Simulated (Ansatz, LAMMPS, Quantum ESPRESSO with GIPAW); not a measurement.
# Oxygen-17 shielding and quadrupolar coupling of Al-O-Si and Si-O-Si bridges in a Sr2Al2Si3O11 glass model, PBE

How an aluminosilicate glass flows when hot and resists water when cold depends on how its aluminium and silicon polyhedra are linked, and oxygen-17 resonance looks at those links directly. I want to see whether two quantities, isotropic shielding and the size of the quadrupolar coupling, together tell an Al-O-Si bridge from a Si-O-Si bridge. Both are calculated with PBE for sites of one static, quenched model. The shielding is counted from the bare nucleus, so a larger value means a smaller chemical shift. The rows cover half of the model's oxygens and contain only these two kinds of bridge, so my answer does not extend to non-bridging oxygen or to Al-O-Al.

## How the numbers were made

One periodic model of 36 atoms, quenched from a melt with a pair potential and then relaxed by DFT; every atom is its own site. Shieldings by GIPAW with PBE in Quantum ESPRESSO with gipaw.x (a patched development version 8.0), plane-wave PAW files from pslibrary 1.0.0 recipes, scalar-relativistic cores, no spin-orbit coupling, no spin; in these runs cutoffs 50 Ry, k spacing 0.78 Å⁻¹ (2π included) or finer. Field gradients by Ansatz 0.2.0 (plane waves, default PAW files) at the same geometry. The macroscopic shape term was treated afterwards and alike for all rows, whichever way its switch stood in a run: any printed term was subtracted, and where a column says so that of a sphere was added from the printed susceptibility. Static atoms. The first shell of a cation holds the anions within 1.2 times its shortest bond (1.3 for large cations, and wider where that leaves a large cation fewer than four or five); that of an anion holds the cations whose shells include it; covalently bonded atoms count in both. Relaxed geometries were made with Ansatz 0.2.0 (PBE), at cutoffs of 420 eV. The k meshes of the relaxation and of the tabled runs were one k point or 2 × 2 × 2. The glass models were relaxed with residual pressures up to 0.4 GPa.

Notes on method and selection:

- Shielding and shift run in opposite directions: δ ≈ σ(reference) − σ.
- Static lattice: no motional averaging.
- The response operators are non-relativistic and spin-orbit coupling is absent, so values at or next to heavy atoms are less sure.
- Semilocal functionals deshield anions bound to cations with low empty 3d or 4f shells too much.
- The models hold a few tens of atoms, so the sites sample the real distribution coarsely; shares of coordination are artefacts of the small cells and the quench.
- These shielding methods need a band gap: all members are semiconductors or insulators at this level. The paramagnetic part grows as the gap narrows, and semilocal functionals make gaps too small. Runs that missed the f-sum rule by more than 0.015 electrons for each three atoms, or whose printed susceptibility was strongly positive, were left out.
- The rows hold 11 of the 22 O atoms of the model.
- Some models were sampled at a single k point; in tests on three oxide cells of about 25 atoms that left r.m.s. errors of 5 to 12 ppm on O, 1 to 3.5 ppm on Si and Al and under 1 ppm on B, Li and H shieldings, so smaller differences between sites are not resolved.
- Runs that did not converge, have known faults or may not be shown are not listed, and runs on Ansatz's PAW sets soft_1 and soft_2 are kept to separate tables.

Columns:

- |Cq| (MHz): size of the quadrupolar coupling eQVzz/h of 17O.
- shortest bond (Å): shortest distance to the first shell.
- coordination: atoms in the first shell.
- surroundings: first shell of the site.
- shielding σ (ppm): isotropic 17O shielding on the absolute scale (bare nucleus at zero; larger means more shielded), with the macroscopic shape term taken out.
- η: asymmetry of the field gradient, (Vxx − Vyy)/Vzz.

Input lines of one member:

```
&inputgipaw
  job = 'nmr'
  prefix = 'x'
  tmp_dir = './tmp/'
  restart_mode = 'from_scratch'
  verbosity = 'low'
  q_gipaw = 0.01
  spline_ps = .true.
  conv_threshold = 1.0d-12
  use_nmr_macroscopic_shape = .true.
  pawproj(1) = .true.
  pawproj(2) = .true.
  pawproj(3) = .true.
  pawproj(4) = .true.
/
```

Command (options for logging and memory left out): `mpirun -np 4 gipaw.x -in nmr.in > nmr.out`

## Numbers

| member | |Cq| (MHz) | shortest bond (Å) | coordination | surroundings | shielding σ (ppm) | η |
| --- | --- | --- | --- | --- | --- | --- |
| Sr2Al2Si3O11 glass, atom 15 | 4.21 | 1.599 | 3 | bridging Al-O-Si, 141°; 3 neighbours | 205.6 | 0.501 |
| Sr2Al2Si3O11 glass, atom 36 | 4.30 | 1.639 | 3 | bridging Al-O-Si, 133°; 3 neighbours | 176.8 | 0.520 |
| Sr2Al2Si3O11 glass, atom 33 | 4.41 | 1.622 | 3 | bridging Al-O-Si, 169°; 3 neighbours | 178.7 | 0.397 |
| Sr2Al2Si3O11 glass, atom 28 | 4.47 | 1.631 | 3 | bridging Al-O-Si, 143°; 3 neighbours | 180.9 | 0.275 |
| Sr2Al2Si3O11 glass, atom 27 | 4.52 | 1.631 | 3 | bridging Si-O-Si, 131°; 3 neighbours | 179.0 | 0.480 |
| Sr2Al2Si3O11 glass, atom 35 | 4.65 | 1.607 | 3 | bridging Al-O-Si, 152°; 3 neighbours | ? | ? |
| Sr2Al2Si3O11 glass, atom 26 | 4.97 | 1.653 | 3 | bridging Si-O-Si, 136°; 3 neighbours | 169.1 | 0.496 |
| Sr2Al2Si3O11 glass, atom 23 | 5.62 | 1.622 | 2 | bridging Si-O-Si, 154° | 184.4 | 0.290 |
| Sr2Al2Si3O11 glass, atom 25 | 5.85 | 1.652 | 3 | bridging Si-O-Si, 137°; 3 neighbours | 171.1 | 0.538 |
| Sr2Al2Si3O11 glass, atom 21 | 5.94 | 1.650 | 3 | bridging Si-O-Si, 157°; 3 neighbours | 182.2 | 0.205 |
| Sr2Al2Si3O11 glass, atom 20 | 6.06 | 1.627 | 2 | bridging Si-O-Si, 151° | 199.7 | 0.184 |

Cells marked ? are withheld until the estimate has been made.

## Reading the trend

The quadrupolar coupling does nearly all of the sorting. The five Al-O-Si sites average (4.21 + 4.30 + 4.41 + 4.47 + 4.65) / 5 = 4.41 MHz and the six Si-O-Si sites (4.52 + 4.97 + 5.62 + 5.85 + 5.94 + 6.06) / 6 = 5.49 MHz, a difference of about 1.1 MHz. The groups touch at one place: atom 27, a Si-O-Si bridge, lies at 4.52 MHz, below the Al-O-Si bridge of atom 35 at 4.65 MHz.

The usual explanation is bond character. An Al-O bond is more ionic than a Si-O bond, so the 2p shell of the oxygen is filled more evenly and the field gradient at the nucleus is smaller. The bridge angle matters as well. Among the Si-O-Si sites, those at 131° to 137° have η of 0.480 to 0.538, and those at 151° to 157° have 0.184 to 0.290. This is the expected direction, since a straight bridge between like atoms would have a nearly axial gradient. The Al-O-Si sites do not follow it as neatly: atom 33, at 169°, still has η = 0.397.

Shielding adds little to the assignment. The four Al-O-Si sites with a shown value average (205.6 + 176.8 + 178.7 + 180.9) / 4 = 185.5 ppm and the six Si-O-Si sites (179.0 + 169.1 + 184.4 + 171.1 + 182.2 + 199.7) / 6 = 180.9 ppm. That gap of 4.6 ppm is smaller than the spread within either group, and it rests on atom 15 alone: without it the Al-O-Si mean drops to (176.8 + 178.7 + 180.9) / 3 = 178.8 ppm and the order reverses. Sampling at a single k point, where it was used, can by itself shift an oxygen by as much. Nor does shielding rescue the ambiguous case, because atom 27, at 179.0 ppm, sits among the Al-O-Si values.

In this model, then, a two-dimensional map would separate the bridges mainly along its quadrupolar axis, with some overlap at the border.

## A prediction

Plain estimates from the members shown:

- Sr2Al2Si3O11 glass, atom 35, straight-line interpolation between Sr2Al2Si3O11 glass, atom 27 and Sr2Al2Si3O11 glass, atom 26: w = (4.65 − 4.52) / (4.97 − 4.52) = 0.289, so 179.0 + 0.289 × (169.1 − 179.0) = 176.1 ppm

The interpolation to 176.1 ppm orders the sites by |Cq|, but a straight line of shielding on |Cq| through the ten complete rows has a slope below 0.1 ppm per MHz. I therefore set it aside and use the shortest bond.

The same ten rows have a mean shortest bond of (1.599 + 1.639 + 1.622 + 1.631 + 1.631 + 1.653 + 1.622 + 1.652 + 1.650 + 1.627) / 10 = 1.6326 Å and a mean shielding of (205.6 + 176.8 + 178.7 + 180.9 + 179.0 + 169.1 + 184.4 + 171.1 + 182.2 + 199.7) / 10 = 182.75 ppm. The least-squares line passes through this point and falls by about 550 ppm per Å. The sign is reasonable: a shorter, stronger bond should widen the gap between bonding and antibonding levels and so weaken the paramagnetic deshielding, though angle and third neighbour may contribute.

Leaving out each row in turn, the line misses by 8.3 ppm r.m.s., against about 12 ppm for the mean of the other rows. The trial most like atom 35 is atom 15, which has the shortest bond: the line fitted without it falls about 10 ppm short of the 205.6 ppm in the table. The direction is right and the size too small.

Atom 35, with d = 1.607 Å, lies 1.6326 − 1.607 = 0.0256 Å below the mean bond length of the ten rows, and the line gives 182.75 + 550 × 0.0256 = 196.8 ppm. I add no further shift for the aluminium neighbour, since the two groups do not differ reliably in shielding.

The scatter about the line, the root of the summed squared misses divided by 8 (ten rows less two fitted constants), is about 7.5 ppm. Atom 35 lies towards the short end, where the line is less well fixed, and this widens the error to 7.5 × √(1 + 0.36) = 8.7 ppm. The 0.36 is 1/10, for the ten rows, plus the squared distance of atom 35 from their mean bond length divided by the sum of the same squares over the ten rows.

**Committed estimate, Sr2Al2Si3O11 glass, atom 35: shielding σ = 197 ± 9 ppm.**

## How the estimate fared

| member | |Cq| (MHz) | shortest bond (Å) | coordination | surroundings | shielding σ (ppm) | η |
| --- | --- | --- | --- | --- | --- | --- |
| Sr2Al2Si3O11 glass, atom 35 | 4.65 | 1.607 | 3 | bridging Al-O-Si, 152°; 3 neighbours | 212.3 | 0.327 |

| member | estimate | shielding σ (ppm) | computed | estimate − computed | miss in error bars |
| --- | --- | --- | --- | --- | --- |
| Sr2Al2Si3O11 glass, atom 35 | committed | 197.0 | 212.3 | −15.3 | 1.7 |
| Sr2Al2Si3O11 glass, atom 35 | interpolation | 176.1 | 212.3 | −36.2 |  |

My estimate of 197 ± 9 ppm was 15.3 ppm too low, outside its error bar by a factor of 1.7. The interpolation along |Cq| did worse, at 36.2 ppm too low.

The direction held: a short bond went with high shielding. The size failed, and the trial on atom 15 had already missed on the same side. Atom 35 is now the most shielded site of the table, although its shortest bond is 0.008 Å longer than that of atom 15. The difference between these two, 212.3 − 205.6 = 6.7 ppm, is within the sampling error, because the shieldings of this model were computed at a single k point. That error may also account for much of my miss.

Within the table the result strengthens the link between bond length and shielding, but it does not test my explanation through the gap between bonding and antibonding levels. The Al-O-Si mean rises to (205.6 + 176.8 + 178.7 + 180.9 + 212.3) / 5 = 190.9 ppm, against 180.9 ppm for Si-O-Si. Among the rows this lead comes from the two short-bonded sites, 15 and 35; the other three Al-O-Si bridges listed average 178.8 ppm.

These means do not describe the whole model, because some of its Al-O-Si bridges are not in the table. I should have said so at the start, where I named only non-bridging oxygen and Al-O-Al as lying outside my answer. How large the lead is in the full model, and whether it depends on short bonds there, the rows cannot show. My remark that the first gap rested on atom 15 alone is limited in the same way. So is my reason for giving the aluminium neighbour no shift of its own in the estimate, and a missing shift of that kind remains a possible part of the miss.

## Exceptions

In shielding no site stands far apart. Refitted to all eleven rows, the line falls by about 660 ppm per Å and passes through their means, (10 × 1.6326 + 1.607) / 11 = 1.6303 Å and (10 × 182.75 + 212.3) / 11 = 185.4 ppm. The scatter about it is roughly 8.4 ppm. Atoms 20 and 35 lie 12 and 11 ppm above it and atom 33 lies 12 ppm below. Departures of this size can come from the k-point sampling, so I give them no chemical cause.

In the sorting by |Cq| the exception is atom 27, a Si-O-Si bridge with only 4.52 MHz. Its angle of 131° is the narrowest in the table, and bending a Si-O-Si bridge is known to lower |Cq|. Atom 21, also Si-O-Si with three neighbours but at 157°, has 5.94 MHz, which is 5.94 − 4.52 = 1.42 MHz more. The sign therefore suits the angle as part of the reason.

How large that part is remains open. Atom 25, at only 137°, has nearly the |Cq| of atom 21, and it differs by 0.88 MHz from atom 26, which has almost the same angle and the same number of neighbours. A different distance or direction of the third neighbour is a possible reason.

## Rules of thumb and their limits

For the bridges in the table |Cq| is the better label. A boundary at 4.8 MHz, drawn after seeing the data, places ten of the eleven sites correctly and misplaces only the strongly bent atom 27. Shielding does not reliably identify the neighbour, since the values of the two groups overlap. How far the groups differ on average in the whole model, and how well the boundary in |Cq| would do there, stays open, because some Al-O-Si bridges are missing from the rows.

Within the table shielding does follow the shortest bond, between 1.599 and 1.653 Å. With the slope of about 660 ppm per Å, a bond shorter by 0.01 Å goes with 660 × 0.01 = 6.6 ppm more shielding, and so with a shift lower by the same amount. Leaving out each row in turn, the line misses by 9 ppm r.m.s., against 15 ppm for the mean of the others. That is the accuracy among the eleven rows; I have not tested the line on the bridges left out of the table, so it promises nothing for them.

Thermal motion, which is left out here, would typically lower oxygen shielding by a few ppm, which matters for absolute shifts more than for this sorting.

[Logs are printed without paths, hosts, clocks, repeated set-up lines and the standing remarks that a program may print on its own settings, such as how far it seeks lower states.]
